In AlNi3, the shift of free energy caused by smearing can be estimated by hand from one constant and the breadth of the occupation rule. The estimate holds to about 0.2 meV/atom in the nine rows that have widths up to 0.1 eV or use the tetrahedron rule; among them, Fermi-Dirac smearing reaches only 0.05 eV. It falls short by a quarter for Fermi-Dirac smearing at 0.2 eV, and it misses the rise of the free energy for Methfessel-Paxton smearing at 0.3 and 0.5 eV. A second step turns the free energy into a pressure.

AlNi3 in the D0_3 structure (a = 5.604 Å), computed with Ansatz 0.2.0 using r2SCAN, scalar-relativistic PAW, a 500 eV cutoff and a 14×14×14 k mesh. The rows are calculated without spin polarisation, the reference with it and with Gaussian smearing of 0.1 eV. The energy, unlike the free energy, is extrapolated to zero smearing; pressure is positive in compression.

```csv
occupation rule,occupation width (eV),energy less reference (meV/atom),free energy less reference (meV/atom),pressure less reference (GPa)
Fermi-Dirac,0.01,-0.1,1.38,-0.035
Fermi-Dirac,0.05,0.084,-1.08,0.025
Fermi-Dirac,0.2,5.26,-52.8,1.2
Gaussian,0.01,-0.08,1.48,-0.037
Methfessel-Paxton,0.01,-0.077,1.50,-0.038
Methfessel-Paxton,0.05,-0.119,1.48,-0.04
Methfessel-Paxton,0.3,-0.447,4.05,-0.199
Methfessel-Paxton,0.5,6.59,15.4,-0.296
cold,0.01,-0.076,1.50,-0.038
cold,0.02,-0.091,1.48,-0.034
cold,0.1,-0.214,1.66,-0.047
tetrahedron,0,-0.213,1.37,-0.053
```

## What smearing does to a metal

In a metal, filled and empty levels meet at the Fermi level. Smearing replaces the sharp step between them by a gradual one, so that some electrons move from just below the Fermi level to just above it. The number that move grows with the width, and so does the energy that each of them gains. The cost in band energy therefore grows as the width squared, in proportion to the density of states at the Fermi level.

The free energy also contains an entropy term. In Fermi-Dirac and Gaussian smearing, this term lowers the free energy by twice the cost in band energy. The net result is a free energy that lies below the unsmeared energy by half the entropy term. For these two rules, adding that half back gives an estimate of the energy at zero smearing, listed as "energy less reference"; the other rules need their own, smaller corrections. This is why that column stays within about 0.2 meV/atom at small widths while the free energy moves by more than 1 meV/atom.

The same nominal width means different things in different rules. A Fermi-Dirac step has long tails, and at 0.039 eV it is already as broad as a Gaussian step at 0.1 eV. Methfessel-Paxton and cold smearing are built so that the broadening cancels to second order in the width. In a metal with a smooth density of states they should barely lower the free energy.

## The rule

The breadth of a rule is measured by its variance v, with σ the occupation width in eV:

- Fermi-Dirac: v = 3.29 σ²
- Gaussian: v = 0.5 σ²
- Methfessel-Paxton, cold, tetrahedron: v = 0

The reference is itself smeared, with v = 0.5 × 0.1² = 0.005 eV². Its entropy term is 0.01263 eV for the cell of four atoms, and half of it is 1.58 meV/atom. Dividing 1.58 by 0.005 gives the constant, 316 meV/atom for each eV² of variance:

free energy less reference ≈ 316 × (0.005 − v) meV/atom

The constant is half the density of states around the Fermi level. Averaged over the smearing of the reference, that density comes to 0.63 states per eV and atom for both spins together. A metal with half as many states there would have half the constant.

The pressure follows from how this density changes with volume. Compression widens the bands and thins out the states at the Fermi level, so the lowering by smearing shrinks. A smeared metal therefore lowers its free energy by expanding, which appears as a positive contribution to the pressure. For d bands, theory gives a width that scales roughly as volume to the power −5/3, hence a density of states that scales as volume to the power 5/3. With V the volume per atom, 11.00 Å³, this gives

pressure less reference ≈ −(5/3) × (free energy less reference) / V

where 1 meV/Å³ equals 0.16 GPa. The exponent is an argument about d bands in general and was not computed for this compound.

## Two rows worked by hand

**Fermi-Dirac, 0.05 eV.** The variance is 3.29 × 0.05² = 0.0082 eV². The rule gives 316 × (0.005 − 0.0082) ≈ −1.0 meV/atom, and the calculation gives −1.08. For the pressure, (5/3) × 1.0 / 11.00 ≈ 0.15 meV/Å³, or about 0.024 GPa, close to the 0.025 GPa in the table. The sign is the instructive part: although its nominal width is half that of the reference, this step is the broader of the two.

**Fermi-Dirac, 0.2 eV.** The variance is now 3.29 × 0.2² = 0.132 eV², and the rule gives 316 × (0.005 − 0.132) ≈ −40 meV/atom. The calculation gives −52.8. The estimated pressure, 0.97 GPa, is also too small against the computed 1.2 GPa. The order of magnitude is right, but the shortfall is far larger than any miss at small widths.

Neither row was used to set the constant, which comes from the reference run alone.

## How good the rule is at small widths

Nine rows have a width of at most 0.1 eV or use the tetrahedron rule, and the free energy is estimated to about 0.2 meV/atom in all of them. Eight of the nine have almost no variance, so they test the same prediction: a free energy about 1.5 meV/atom above the reference. This offset is mainly the smearing term of the reference and should not be read as an error of those eight settings. Two rows test the conversion from width to breadth most clearly. Fermi-Dirac smearing at 0.05 eV falls below the reference, as its larger variance demands. Cold smearing at 0.1 eV has the same nominal width as the reference and still lies 1.66 meV/atom above it, as a variance of zero demands.

The pressures of these rows are met to within 0.01 GPa, except for the tetrahedron row, which misses by 0.015 GPa. That run carries a warning that its derivatives may be incomplete, so its pressure is the least certain. Forces cannot serve as a further test of the smearing, because symmetry fixes them at zero in this crystal.

The zero-smearing energies of the nine rows differ too little to rank the occupation rules. All runs share one k mesh, and a narrow width does not remove the error of that mesh. The entropy terms show the difficulty: at 0.01 eV the Fermi-Dirac run implies a density of 0.58 states per eV and atom, while the Gaussian run implies about 0.9. So narrow a window probably catches too few mesh points to measure the density well.

## Where the rule ends

The rule treats the density of states as constant across the smeared region. A Fermi-Dirac width of 0.2 eV corresponds to an electronic temperature of about 2300 K and reaches several tenths of an eV to either side of the Fermi level. The entropy term of that run implies an average density of 0.91 states per eV and atom, against 0.63 in the reference. The wider window has found more states, and the free energy falls further than the rule allows.

The chemistry suggests where these states are. Each nickel atom holds about nine d electrons in the reference run, so most of the d band lies below the Fermi level. The Fermi level also rises by 0.075 eV between the reference and the 0.2 eV run, as expected if smearing meets more states below than above. The density of states was not resolved in energy, so this picture is supported but not directly seen.

The same change of density spoils the correction to zero smearing. Adding back half the entropy term assumes that the density found at 0.2 eV also holds at every smaller width. It does not, so the correction overshoots and leaves the energy 5.26 meV/atom too high relative to the reference. That is about a tenth of the lowering it was meant to remove.

Methfessel-Paxton smearing fails in the opposite direction. Its free energy lies 4.05 meV/atom above the reference at 0.3 eV and 15.4 at 0.5 eV, where the rule still gives 1.6. Theory offers a common cause: in the usual first-order form, the outer parts of the broadening carry negative weight, so extra states there raise the free energy instead of lowering it. The order used in these runs is not recorded, however, and the curvature of the density of states needed to explain the three wide rows varies by roughly a factor of two, in an estimate that ignores the shift of the Fermi level. A single curvature thus explains the direction of the failures but not their size. The pressures of the two Methfessel-Paxton rows are missed as well: the rule gives about −0.04 GPa for both, against −0.199 and −0.296 GPa in the table.

For use at the desk, the rule is safe in this crystal as long as the smearing stays within the range of the nine rows, which for Fermi-Dirac smearing ends at 0.05 eV. At 0.2 eV the Fermi-Dirac estimate still gives the scale of the effect, whereas at 0.3 and 0.5 eV the zero variance of Methfessel-Paxton smearing no longer promises a small error. The constant belongs to the D0_3 cell and the non-magnetic state computed here. The known ground structure of this compound is a different one and would need its own constant. The reference run was started with a magnetic moment and lost it, which supports the non-magnetic state but does not prove it to be the lowest. A magnetic state would have its own density of states at the Fermi level. The output below compares the rule, with its constant taken from the reference run, with every row.

Numerical output:

```
Lowering of the reference free energy by its own smearing (meV/atom): 1.579
Constant of the rule (meV/atom per eV^2 of variance): 315.8
Density of states that this means (states/eV/atom, both spins): 0.6316
Rule against calculation:
                row  variance eV^2  rule free energy meV/atom  computed      miss  rule pressure GPa  computed pressure
        Fermi-Dirac       0.000329                      1.475      1.38   0.09522           -0.03581             -0.035
        Fermi-Dirac       0.008225                     -1.018     -1.08   0.06157            0.02472              0.025
        Fermi-Dirac         0.1316                     -39.98     -52.8     12.82             0.9706                1.2
           Gaussian          5e-05                      1.563      1.48   0.08333           -0.03795             -0.037
  Methfessel-Paxton              0                      1.579       1.5   0.07913           -0.03833             -0.038
  Methfessel-Paxton              0                      1.579      1.48   0.09913           -0.03833              -0.04
  Methfessel-Paxton              0                      1.579      4.05    -2.471           -0.03833             -0.199
  Methfessel-Paxton              0                      1.579      15.4    -13.82           -0.03833             -0.296
               cold              0                      1.579       1.5   0.07913           -0.03833             -0.038
               cold              0                      1.579      1.48   0.09913           -0.03833             -0.034
               cold              0                      1.579      1.66  -0.08087           -0.03833             -0.047
        tetrahedron              0                      1.579      1.37    0.2091           -0.03833             -0.053
Number of rows with width up to 0.1 eV or tetrahedron: 9
Largest free-energy miss in those rows (meV/atom): 0.2091
Largest pressure miss in those rows (GPa): 0.01467
Same without tetrahedron (GPa): 0.008666
Largest zero-smearing energy difference in those rows (meV/atom): 0.214
Fermi-Dirac width as broad as Gaussian 0.1 eV (eV): 0.03898
Rival with equal width as equal broadening, Fermi-Dirac 0.05 eV (meV/atom): 1.184
Shortfall of the rule at Fermi-Dirac 0.2 eV (percent of computed): 24.28
Energy error left at Fermi-Dirac 0.2 eV (percent of free-energy lowering from zero width): 9.673
Averaged density of states, Fermi-Dirac 0.01 eV (states/eV/atom): 0.5842
Averaged density of states, Fermi-Dirac 0.05 eV (states/eV/atom): 0.6676
Averaged density of states, Fermi-Dirac 0.2 eV (states/eV/atom): 0.9066
Rise of the Fermi level from reference to Fermi-Dirac 0.2 eV (eV): 0.07467
Curvature of the density of states needed by the three wide rows in table order (states/eV^3/atom): Fermi-Dirac 4.23, Methfessel-Paxton 9.761, Methfessel-Paxton 7.076
```
